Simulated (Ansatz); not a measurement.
Al: energy along a strain

Al, Fm-3m, a = 4.048 Å (as given, not relaxed at this level: -1.9 GPa). Ansatz: PBEsol, PAW, 420 eV, Γ-centred 20×20×20 mesh on 1 atom, Gaussian smearing 0.15 eV; no spin polarisation. Cell vectors (Å): 0.000 2.024 2.024; 2.024 0.000 2.024; 2.024 2.024 0.000. The cell is strained by x per cent times the pattern (1 -1 0 0 0 0) in the order xx yy zz yz xz xy (engineering shears), with fractional coordinates held. y is the free energy over the start, V0 = 16.582 Å³/atom. Symmetry makes y even in x.

```
x (%) y (meV/atom)
-2.00             ?
-1.00          0.13
 0.00          0.00
 0.25          0.00
 0.50          0.01
 0.75          0.04
 1.25          0.29
 1.50          0.54
 1.75          0.87
```

Q: Fit y = c2 x² + c4 x⁴ to the other rows, get the stiffness along the pattern, and predict the missing energy.

A: Least squares on the rows shown. y = 0.06853 x² + 0.07171 x⁴. The clamped-ion stiffness p·C·p = 2 × 0.6853 eV × 160.2 / 16.582 Å³ = 13.2 GPa (second derivative at the start, which stands under stress). With a term in x⁶ added, the coefficient of x² becomes -0.0005951, 101 % less, which shows how far this figure hangs on the form. At x = -2.00 the fit asked for gives 1.42 meV/atom. The run gave 1.31 meV/atom, so the fit is 0.11 meV/atom too high, small in itself but 8 % of the span of the series.

The energy barely moves up to 0.50 % strain and then climbs much faster than a parabola, whereas fcc aluminium should respond almost harmonically over this range. The fitted 13.2 GPa is also far below the known resistance of aluminium to this shear, which is set by C11 − C12. The starting stress of -1.9 GPa can explain only a small part of the deficit, and internal relaxation none, since there is one atom per primitive cell.

The likely cause is Brillouin-zone sampling. Shear splits k-points that are equivalent in the cubic crystal, and where these lie near the Fermi level, charge moves from the raised to the lowered states. On a finite mesh this gain can be over-weighted, cancelling the true elastic cost at small strain and fading once the splitting exceeds the smearing width. The flat start is therefore probably not a real softening, and the large quartic term not a measure of aluminium's anharmonicity. A series with denser meshes would test this.
